Methylamine–alane, H₃Al–NH₂CH₃, holds ordinary bonds and a dative one side by side, and its hydrogen atoms sit on three different elements. In the table atom 1 is aluminium, 2 nitrogen and 3 carbon; hydrogens 4 and 5 belong to nitrogen, 6 to 8 to carbon and 9 to 11 to aluminium. Each row describes a bond critical point, the place between two bonded atoms where the electron density is lowest along the path joining them and highest across it. The values come from a hybrid density functional at a structure taken from a tight-binding method.

QTAIM bond critical points of methylamine–alane, H₃Al–NH₂CH₃ (neutral singlet, gas phase), from a PySCF 2.14.0 single point with PBE0/6-31G(d) at the GFN2-xTB geometry. Atoms are numbered Al 1, N 2, C 3 and H 4–11; the energy density is the sum of the kinetic and potential parts.

```
row  density (a.u.)  first atom  second atom  laplacian (a.u.)  ellipticity  energy density (a.u.)
  1           0.330       2.000        4.000            -1.656        0.025                 -0.459
  2           0.325       2.000        5.000            -1.615        0.025                 -0.448
  3           0.281       3.000        7.000            -0.997        0.031                 -0.285
  4           0.276       3.000        8.000            -0.964        0.031                 -0.276
  5           0.275       3.000        6.000            -0.935        0.035                 -0.271
  6           0.260       2.000        3.000            -0.738        0.002                 -0.331
  7           0.078       1.000       10.000             0.256        0.000                 -0.024
  8           0.077       1.000       11.000             0.252        0.000                 -0.024
  9           0.077       1.000        9.000             0.250        0.001                 -0.024
 10           0.050       1.000        2.000             0.291        0.003                  0.002
```

*Which bonds have the most density at their critical points?* The two N–H bonds lead, followed by C–H, N–C, Al–H and, last, Al–N. The drop is not even: the first six rows lie within about a quarter of one another, and then the density falls sharply at the bonds to aluminium. On average an N–H point carries 4.2 times the density of an Al–H point, and more than six times that of the Al–N point.

*Are the aluminium bonds low because they are long?* Only in part. The N–C bond measures 1.46 Å and the Al–H bonds about 1.57 Å, yet the N–C point has 3.4 times the density. A difference of a tenth of an ångström does not produce such a step when the atoms stay the same, as the C–H and N–H bonds will show below. What matters more is which atoms meet and where between them the critical point lies.

*How much of the contrast is there before any bond forms?* A simple model answers this without a fitted constant: place undisturbed, spherical atoms at the positions of the nuclei and add up their densities at the same critical points. This sum is the calculated density less the deformation density, which is the change on going from free atoms to the molecule. It accounts for 0.157 of the 0.250 atomic units that separate the average N–H from the average Al–H density. More than half of the contrast therefore belongs to the free atoms, taken at the places where the molecule puts its critical points.

The hydrogen atom's share can be worked out by hand. A free hydrogen atom has the density $\rho_{\mathrm H}=e^{-2r/a_0}/\pi$ in atomic units, where $r$ is the distance from the proton and $a_0$, the Bohr radius, is about 0.53 Å. In the first N–H bond the critical point lies only 0.25 Å from the proton, so $r/a_0$ is 0.47 and $\rho_{\mathrm H}=e^{-0.94}/\pi\approx0.12$.

In the first Al–H bond the distance is 0.78 Å, or $1.47\,a_0$, and the same formula gives only 0.017. Hydrogen alone thus supplies about two thirds of the free-atom contrast, simply because one critical point sits close to the proton and the other far from it.

The position of the point follows from the two atoms that compete for the space between them. Nitrogen has a compact, dense valence shell and draws electrons from hydrogen, so the minimum along the bond is pushed towards the proton. Aluminium has a thin, diffuse valence shell and gives electrons away, so hydrogen keeps a large region of its own. The Hirshfeld atomic charges agree with this picture: hydrogen is positive on nitrogen, by about 0.15 e, and negative on aluminium, by about 0.20 e. The calculation does not separate the shape of the free atoms from charge transfer, but shape is expected to do most of the work: the dense valence shell of nitrogen would place the minimum near the proton even in a sum of neutral atoms, and charge transfer then adjusts the position.

The model also has a clear failure. It gives the N–C bond the largest free-atom sum of all, 0.228, whereas the full calculation places this bond below N–H and C–H. Bonding adds a great deal of density at the points near a proton, where the free atoms supply only about two thirds of the total. In the N–C bond they already supply 88 %. The free atoms explain more than half of the large step down to aluminium, but they misplace N–C among the first six rows.

*Does a low density mean that few electrons are shared?* Not when different elements are compared. The Mayer bond order, which estimates the number of shared electron pairs from the orbitals and their overlap, is 0.95 for Al–H and 0.80 for N–H, the reverse of the order in density. Bond orders of this kind depend on the basis set, so the difference between these two deserves little weight. By this measure an Al–H bond is close to a full single bond in spite of its thin density, though a method that divides space between the atoms, instead of orbitals, may count fewer shared electrons.

The Al–N bond is another matter, with a Mayer order of only 0.42. Here nitrogen supplies both electrons of the pair, and the amine as a whole carries a Hirshfeld charge of +0.35 e. The sign fits donation towards the alane, but the size is not the amount donated: the scheme shares density out by free-atom weights, so the diffuse aluminium atom is expected to claim a good part of the lone pair even before any density moves. At the critical point itself the density is slightly below the free-atom sum. This does not contradict donation. The point lies nearer to aluminium than to nitrogen, and the comparison places a neutral, spherical aluminium atom there with all its valence electrons. In alane much of that density has probably gone into the bonds to hydrogen, which point away from nitrogen.

*If the Laplacian of Al–H is positive, is the bond ionic?* The Laplacian is the sum of three curvatures of the density, one along the bond and two across it. Along the bond the density has a minimum, which counts as positive; across it the density has a maximum, which counts as negative. A negative sum is often read as a sign of shared electrons, and a positive one as a sign of closed shells held together by charge. The sign, however, reports only which of two opposing contributions is larger.

Splitting the sum shows what changes between N–H and Al–H. The curvature along the bond is only 1.7 times as large in N–H as in Al–H, while the curvature across it is 11 times as large. In absolute size, then, the main change is that the density of Al–H is so weakly gathered around the bond axis. Measured against its own small density, however, the minimum along the axis is also sharper than in N–H, by a factor of about 2.5. Both help to make the Laplacian positive. The sharp minimum along the axis is expected to come largely from the aluminium core. The point lies only about 0.79 Å from the nucleus, in the steeply falling tail of the filled 2s and 2p shell, which adds little density but a large positive curvature. The valence electrons alone may well have a negative Laplacian there, though the table does not divide the density in this way.

The free hydrogen atom again shows part of the reason. For a spherical density each curvature across the line to the nucleus equals the radial slope divided by the distance, which for hydrogen is $-2\rho_{\mathrm H}/r$ in atomic units. Moving the point from 0.25 to 0.78 Å lowers $\rho_{\mathrm H}$ and raises $r$, so this contribution shrinks on both counts. A critical point close to a proton thus favours a negative Laplacian whatever the degree of sharing.

The energy density gives a more balanced reading for Al–H. It is the sum of a positive kinetic part $G$ and a negative potential part $V$, and at the Al–H points it is negative, −0.024. The potential part exceeds the kinetic one by a factor of about 1.3, compared with about 11 in N–H; much of the kinetic part at Al–H is expected to come from the same core tail, so the two ratios are not a direct scale of sharing. Together with the Mayer order this describes a polar bond with substantial sharing, for which neither "ionic" nor "purely covalent" is a good label.

*Why does N–C have less density than C–H but a more negative energy density?* The local virial relation, $\tfrac14\nabla^2\rho=2G+V$, links the columns. With the energy density $H=G+V$ it becomes $H=\tfrac14\nabla^2\rho-G$. The N–C bond has the less negative Laplacian, but its kinetic part is about 0.15, some four times that of a C–H bond. In this relation the larger $G$ more than makes up for the weaker Laplacian.

A likely reason for the large kinetic part lies in the orbitals, although the calculation does not divide it among them. If a single orbital made up all the density, its slope would vanish at the critical point and $G$ would be zero there. A point close to a proton comes near this limit, since one bonding combination dominates. Between carbon and nitrogen several orbitals of different shape overlap, and some of them have a node on the axis, so that they add slope but almost no density. The polarity of the bond should add to this: the point sits only 0.54 Å from carbon, and a non-polar C–C bond is expected to have a clearly smaller $G$. A more negative energy density is therefore no proof that N–C is the stronger bond.

*Which digits can be trusted?* The near-mirror pairs give a useful check. The two N–H bonds would be equivalent in a perfectly symmetric molecule, yet their densities are 0.330 and 0.325, because the structure has one of them slightly longer, a sign that it is not a tightly converged symmetric minimum. Comparing the longest and shortest bond of each type, the density falls by between two and three per cent for every 0.01 Å in N–H and C–H. Within a near-mirror pair the third decimal thus records small differences in the structure, not a chemical difference between the hydrogens.

The same sensitivity limits what can be said of the dative bond. Its energy density of +0.002 is what remains after a positive kinetic part and a negative potential part, each about 0.07 in size, have almost cancelled. The structure was not relaxed with the functional used for the density, and dative bonds are soft, so another method may well give a somewhat different Al–N length. The value is best read as "close to zero", with no meaning attached to its sign. For the bonds to hydrogen the basis set is a further limit, since it has no polarisation functions on hydrogen; the large steps between bond types are safer than the small ones within them.

*What would change if boron took the place of aluminium?* Boron has a more compact valence shell and forms shorter bonds, so both the bonds to hydrogen and the dative bond to nitrogen should have higher densities at their critical points than their aluminium counterparts. That rise would probably come in large part from denser atoms meeting at shorter range, and would not by itself measure how much more is shared. Densities at critical points are most telling between bonds of the same two elements, where a change reflects length and surroundings. Across elements they have to be read beside the free atoms and a bond order.

Adducts of alane with tertiary amines serve as precursors for the aluminium films used in contacts and interconnects. Methylamine–alane is a small model of their bonding, in which nitrogen is held to the metal by a donated pair and no carbon is bonded to aluminium; unlike them it has N–H bonds, which open a further path by loss of hydrogen. How easily the amine leaves on a hot surface is a question of energies and barriers, which a density at one point does not answer.
